The atoms are numbered along the formula: B1, C2, B3, Cl4, C5, O6, C7. Each line of the table is one carbon, or one set of protons named after the atom that carries them. A larger shift means a less shielded nucleus.

GIAO shifts of BCB(Cl)COC (C3H9B2ClO) relative to TMS, computed with PySCF 2.14.0 and tblite 0.8.0 using KT2/pcSseg-1 in acetone on GFN2-xTB geometries. Averages cover at most four conformers, with Boltzmann weights at 298.15 K from PBE0-D3(BJ)/def2-SVP energies in acetone and GFN2-xTB free-energy terms.

| atom | nucleus | count | shift in conformer 1 (ppm) | averaged shift (ppm) |
| --- | --- | --- | --- | --- |
| 2 | 13C | 1 | 24.90 | 24.90 |
| 5 | 13C | 1 | 83.20 | 83.20 |
| 7 | 13C | 1 | 68.20 | 68.20 |
| 1 | 1H | 2 | 3.21 | 3.21 |
| 2 | 1H | 2 | 0.97 | 0.97 |
| 5 | 1H | 2 | 3.92 | 3.92 |
| 7 | 1H | 3 | 3.92 | 3.92 |

### Carbon lines: which carbons stand out, and why?

The two carbons bonded to oxygen do. C7 lies 43 ppm above C2, which sits between the two borons. In the usual explanation, which the table alone cannot test, oxygen draws electron density away from its neighbours and contracts their 2p shells. The applied field mixes occupied and empty p-type orbitals, and the currents this induces weaken the shielding. In a contracted shell they run closer to the nucleus, so they weaken it more.

### Why is C5 higher than C7, if both are bonded to oxygen?

C5 also carries boron, where C7 has only hydrogen. Replacing a hydrogen on carbon by another carbon or by a three-coordinate boron usually raises the carbon shift, although boron is electropositive. That fits the order of the two lines, but the table does not isolate boron's share of the 15 ppm between them.

### Proton lines: do equal shifts mean equal surroundings?

No. The protons on C5 and C7 share the value 3.92 ppm, yet their carbons are well separated. A proton has no 2p shell of its own and feels the oxygen from one bond further away, so its shift spans a much smaller range and coincidences are easy. The carbon lines are the better guide to the surroundings here.

### Is the molecule really the open chain that its formula draws?

Probably not. B1 has an empty orbital and O6 has lone pairs, so the two could join in a dative bond that closes a five-membered ring. This requires the chain to bring them together, which two torsions of the computed geometry allow us to test.

Take B3 as planar. The torsion B1-C2-B3-Cl4 of −151° then puts C5 at −151° + 180° = 29° from B1, and Cl4-B3-C5-O6 of 177° puts O6 at 177° − 180° = −3° from C2. Both angles are small, so the chain curls back on itself.

For a distance, use ordinary bond lengths (1.6 Å for B-C, 1.4 Å for C-O) and angles of 120° at B3 and 110° at the carbons. With B3 at the origin and C5 along the first axis, O6 falls at about (2.1, 1.3, −0.1) Å and B1 at (0.1, 2.5, −0.7) Å. Hence

$$d(\mathrm{B1{-}O6})\approx\sqrt{2.0^2+1.2^2+0.6^2}\ \text{Å}\approx 2.4\ \text{Å}.$$

That is too long for a full bond but far too short for two atoms that merely pass each other. Narrowing each angle by 8°, as a five-membered ring would do, brings the distance to about 1.8 Å, close to a dative bond. Half a turn about B3-C5 would instead leave the atoms 4.4 Å apart. The estimate, printed in the output below, shows that oxygen is within reach of boron. Since the narrower angles presuppose a ring, the bond itself remains an inference.

### Do energies and shifts support the ring?

The energies do so most clearly. GFN2-xTB places the next form 12.1 kcal/mol higher, whereas the force field used in the search, which knows only the bonds of the drawn formula, gave nearly equal energies to the shapes from which the two were relaxed. Turning about single bonds rarely costs that much, but breaking a dative bond can.

The shifts point the same way, more weakly. An oxygen that shares a lone pair with boron pulls harder on its methyl carbon, and C7 lies some 9 ppm above the rough value of 59 ppm for a free methyl ether. Part or even all of that excess may be an error of the shielding calculation, since no shifts of an open form were computed for comparison.

### Last column: does its agreement with conformer 1 show that the molecule is rigid?

No. Only one conformer was kept, so the average must repeat it. That conformer is twisted, so it also has a mirror image with the same energy and the same shifts, and the molecule may pass between the two. The case against other shapes rests on the energy gap: at room temperature a gap of 12.1 kcal/mol leaves about one molecule in a thousand million in the next form, if entropy differences are ignored. For that form to reach 10 %, the gap would have to shrink to 1.3 kcal/mol. The gap comes from GFN2-xTB alone, however, and the search may have overlooked other shapes.

### What would change if oxygen were replaced by CH₂?

Oxygen's lone pairs would be gone, and with them the means of closing this ring. C5 and C7 would also lose their electronegative neighbour and move to much lower shifts. One substitution would thus change the spectrum and, if the ring is real, the shape as well.

### Which digits can be trusted?

The hundredths are numerical digits, not accuracy. Unscaled carbon shifts at such a level can be off by several ppm, and proton shifts by some tenths. The wide gap between C2 and the carbons on oxygen is therefore safe, and the order of C5 and C7 is likely to hold. The 9 ppm excess at C7 is only a hint.

Numerical output:

```
carbon C5 less carbon C7, ppm: 15
carbon C7 less carbon C2, ppm: 43.3
carbon C5 less carbon C2, ppm: 58.3
protons on C5 less protons on C2, ppm: 2.95
protons on B1 less protons on C2, ppm: 2.24
carbon C7 less a free methyl ether at roughly 59 ppm (recalled), ppm: 9.2
rough B1-O6 distance, printed torsions and ordinary angles, angstrom: 2.437
rough B1-O6 distance, every angle 8 degrees narrower, angstrom: 1.778
rough B1-O6 distance after half a turn about B3-C5, angstrom: 4.401
next form per thousand million molecules of the lowest, entropy left out: 1.319
gap at which one other form would hold 10 percent, kcal/mol: 1.302
error of the gap needed for that, kcal/mol: 10.81
change of carbon C7 if 10 percent were open with roughly 59 ppm, ppm: -0.92
```
